Stretch a cubic cell by 1 % along every edge and its volume grows by about 3 %. Aluminium nitride has a bulk modulus B of roughly 200 GPa (a rough recalled value), so a mismatch of 1 % in the edge is worth about 6 GPa of pressure. A pressure of a few tenths of a GPa therefore means a disagreement over the edge of less than a tenth of a percent. This conversion is half of a rule for estimating pressures by hand; the other half says how far a given functional moves the preferred edge.

Pressure and stress in cubic AlN (space group F-43m) at the fixed r2SCAN geometry, calculated with Ansatz 0.2.0 using hybrid density functionals and Hartree-Fock. All runs are spin-unpolarised, with PAW potentials, a 420 eV plane-wave cutoff and an 8×8×8 k mesh. Pressure and stress are positive in compression.

```
  functional  pressure (GPa)  stress xx (GPa)  stress yy (GPa)  stress zz (GPa)
    DDH-PBE0          -0.100           -0.100           -0.100           -0.100
       HSE06          -0.600           -0.600           -0.600           -0.600
Hartree-Fock          -1.500           -1.500           -1.500           -1.500
     LC-wPBE          -2.900           -2.900           -2.900           -2.900
        PBE0          -0.700           -0.700           -0.700           -0.700
```

The cell in all five rows was relaxed with another functional, r2SCAN, and then held fixed. The situation resembles a spring clamped at a set length: the force shows how far the clamp is from the length at which the spring would rest. Positive pressure means that the crystal pushes outward, negative pressure that it would shrink if released. The three stresses are equal because the crystal is cubic, so one number describes each row. The analogy holds for small mismatches and a stiffness common to all functionals, and it does not explain why the rest length changes.

That explanation lies in the exchange energy. PBE tends to make solids too large, because its gradient correction favours the uneven electron density of stretched bonds too strongly. A hybrid functional replaces a fraction α of PBE exchange by exact exchange, which lacks this bias, and the preferred cell usually shrinks. If the orbitals change little, the energy is a straight-line function of α at every volume. Pressure is minus the slope of energy against volume, so it follows a straight line too:

P(α) = P(PBE) + (α / 0.25) × [P(PBE0) − P(PBE)]

PBE0 has α = 0.25, and its computed pressure of −0.7 GPa fixes one end of the line. The other end comes from the spring argument. PBE prefers an edge about 0.7 % longer than this cell, again a rough recalled value, which gives

P(PBE) ≈ 3 × 200 GPa × 0.007 ≈ +4.2 GPa

Between the two ends, each extra 0.01 of exact exchange lowers the pressure by about 0.2 GPa. The line crosses zero at about one fifth of exact exchange, slightly above or below depending on the PBE edge assumed. Below that fraction the crystal should push outward, and above it the crystal should pull inward.

The first row to try is DDH-PBE0, which differs from PBE0 only in its fraction. It takes α as the inverse of the electronic dielectric constant, the factor by which the crystal's electrons weaken an electric field. With a rough recalled constant of 4.6, α is 0.217, or 0.87 of the PBE0 fraction. The estimate is then

P ≈ 4.2 + 0.87 × (−0.7 − 4.2) ≈ −0.1 GPa

The calculation gives −0.1 GPa as well, and this row played no part in setting the line. The agreement is closer than the inputs deserve: reasonable changes in either the dielectric constant or the PBE edge, made one at a time, move the estimate between about −0.4 and +0.2 GPa. The rule still earns its place, since simply copying the PBE0 value would miss by 0.6 GPa. The band gaps of the same runs, combined with a rough PBE gap of 3.3 eV, also point to a fraction near 0.22.

The second row is HSE06, which also uses one quarter of exact exchange but fades it out at long distance. The rule ignores the fading and predicts the PBE0 value, −0.7 GPa, against a computed −0.6 GPa. The stresses were only loosely converged, so the two functionals should be treated as tied. Their band gaps are not tied: that of HSE06 is smaller by 0.7 eV.

Distance offers a natural reason for this contrast. HSE06 fades out exact exchange on a scale of about 5 Å, whereas neighbouring Al and N atoms are only 1.9 Å apart. The part of the electron repulsion for which HSE06 drops exact exchange varies little over a bond length. It should therefore add nearly the same exchange energy whether the bonds are short or long, and pressure records only changes with volume. The gap compares filled with empty states. Exact exchange from this slowly varying part lowers the filled states but hardly touches the empty ones, while PBE exchange lowers both much alike, so PBE0 has the wider gap. Swapping one for the other should push the two band edges apart about evenly, and the runs agree: from HSE06 to PBE0 the top filled level falls by 0.38 eV and the lowest empty level rises by 0.35 eV. The gap is therefore only a coarse guide to pressure. The two rows with the widest gaps do have the strongest tension, but Hartree-Fock has the largest gap and not the strongest tension, and DDH-PBE0 has a wider gap than HSE06 and a weaker tension.

Hartree-Fock also shows where the rule stops. Its exchange is entirely exact, so α = 1 would give about −15 GPa, ten times the computed −1.5 GPa. The line assumes that only exchange changes, but Hartree-Fock also leaves out electron correlation. The PBE correlation energy, which the line keeps, grows stronger as electrons are packed more densely. It therefore favours a smaller cell, and its absence should offset part of the contraction. These runs do not separate the size of this effect from the error of stretching the line so far.

LC-wPBE leaves the line for a different reason. It keeps correlation, but its share of exact exchange rises with distance, from none at close contact to all of it far away. With the usual setting the change takes place around 1.3 Å, comparable with the bond length, so no single α describes it. Using the long-range value of one again gives about −15 GPa, while the calculation gives −2.9 GPa. On the line this pressure corresponds to a fraction of only about 0.36. As with HSE06, exact exchange at long range is expected to do little to the pressure; what counts is exchange between electrons closer together than a bond length, where LC-wPBE still keeps a good share of PBE exchange. It remains the strongest tension in the table, perhaps because it uses more exact exchange at these distances than PBE0 does and, unlike Hartree-Fock, retains correlation.

In practice, the rule suits PBE-based hybrids whose fraction lies near one quarter, with HSE06 counted as one of them. Within about 0.05 of that fraction it should be good to a few tenths of a GPa. Further out the margin widens, since an error of 0.3 % in the PBE edge alone shifts the estimate by nearly 0.4 GPa for every 0.05, and errors in several inputs can add up. Only two rows test the rule. DDH-PBE0 alone tests the slope, and weakly, because its fraction is itself estimated and lies only about 0.03 from that of PBE0. For another crystal, the bulk modulus, the excess of the PBE edge over the fixed cell, the dielectric constant and one PBE0 pressure all have to be replaced. Hartree-Fock and long-range-corrected functionals need their own calculation. The printed analysis below gives the line's estimate for each row and the effect of changing its inputs.

A computed pressure can also be turned back into a length. PBE0 would shorten the edge by about 0.1 % and LC-wPBE by about 0.5 %, changes that matter for a precise lattice constant but hardly for a rough density. A finite plane-wave basis can add some false tension of its own, unless the program corrects for it, so a shift as small as 0.1 % should be checked with a higher cutoff and tighter convergence. A pressure near zero, as for DDH-PBE0, means that, within these errors, the functional agrees with r2SCAN about the size of the cell. Whether that size is right is a question for experiment.

Numerical output:

```
Pressure per 1 % of edge mismatch (GPa): 6
Estimated PBE pressure in this cell, from recalled values (GPa): 4.2
PBE0 pressure used as anchor (GPa): -0.7
Change of pressure per 0.01 of exact exchange (GPa): -0.196
Rule against computed pressure:
           row  exact-exchange fraction  rule GPa  computed GPa  rule less computed GPa
      DDH-PBE0                   0.2174  -0.06087          -0.1                 0.03913
         HSE06                     0.25      -0.7          -0.6                    -0.1
  Hartree-Fock                        1     -15.4          -1.5                   -13.9
       LC-wPBE                        1     -15.4          -2.9                   -12.5
          PBE0                     0.25      -0.7          -0.7               -2.22e-16
DDH-PBE0 by the rule if PBE excess edge is 0.4 % (GPa): -0.2957
DDH-PBE0 by the rule if PBE excess edge is 1.0 % (GPa): 0.1739
DDH-PBE0 by the rule if eps_inf is 4.3 (GPa): -0.3581
DDH-PBE0 by the rule if eps_inf is 4.9 (GPa): 0.2
Miss for DDH-PBE0 if the PBE0 value is simply copied (GPa): -0.6
DDH fraction estimated from the gaps: 0.2181
Edge change each functional asks for:
           row  edge change %  gap eV
      DDH-PBE0       -0.01667   5.031
         HSE06           -0.1   4.552
  Hartree-Fock          -0.25   12.06
       LC-wPBE        -0.4833   9.695
          PBE0        -0.1167   5.284
PBE0 gap less HSE06 gap (eV): 0.7321
Range beyond which HSE06 drops exact exchange, 1/omega with omega 0.11 per bohr (angstrom): 4.811
Range beyond which LC-wPBE turns to exact exchange, 1/omega with usual omega 0.40 per bohr (angstrom): 1.323
```
